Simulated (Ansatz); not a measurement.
Ru: pressure as volume per atom varies

All results are calculated (Ansatz 0.2.0). Periodic Kohn-Sham DFT of a crystal at fixed atoms; pressure and stress are positive in compression; the energy is the free energy less that of spherical unpolarised free atoms; site moments are those in the method's own spheres, positive along +z.

Cell of the first row (space group P6_3/mmc, No. 194):
```
Ru
1.0
      2.6506     0.0000     0.0000
     -1.3253     2.2955     0.0000
      0.0000     0.0000     4.1945
Ru
2
Direct
  0.33333 0.66667 0.25000
  0.66667 0.33333 0.75000
```

Settings of every row: method all-electron PAW; functional PBEsol; relativity scalar; k mesh 14x14x8; filling fermi-dirac; smearing width 0.03 eV; nucleus gaussian.

Atom start moment: 0 on all atoms.

```
row  volume per atom (Å³)  pressure (GPa)
  1                 12.76          16.564
  2                12.767          16.338
  3                13.303           0.461
  4                13.575               ?
  5                 13.71          -9.351
  6                14.118         -17.554
```

Question: what pressure should row 4 give?

Worked fit of pressure. Take u = (V_r/V)^(2/3) − 1 with V_r = 13.303 Å³ an atom, which is twice the finite (Eulerian) strain; such expansions in the strain, on which the Birch-Murnaghan equation of state is built, carry the rest volume and the bulk modulus. The shown rows have u = 0.02817, 0.0278, 0, -0.01989, -0.03887. Least squares give pressure = 0.4681 + 526.084 × u + 1608.26 × u² GPa; a straight line predicts inner rows, each left out in turn, worse (root mean square 1.1 against 0.014 GPa). The rows lie off it by 0.000, 0.002, -0.007, 0.008, -0.003 (root mean square 0.005 GPa). The pressure vanishes at u = -0.0009, or V = 13.32 Å³ an atom, and there the bulk modulus at fixed shape and fractions is B = −V dP/dV = (2/3)(1 + u) dP/du = 348 GPa. Letting shape and atoms relax would as a rule lower it, by much in layered, chain or molecular crystals. The withheld row has u = -0.0134, so the fit gives 0.4681 + 526.084 × (-0.0134) + 1608.26 × (-0.0134)² = -6.293 GPa.

The calculation gave -6.273 GPa. The fit lies 0.020 GPa (0.059 % of the column's range) below it; its largest miss of a shown row is 0.008 GPa.
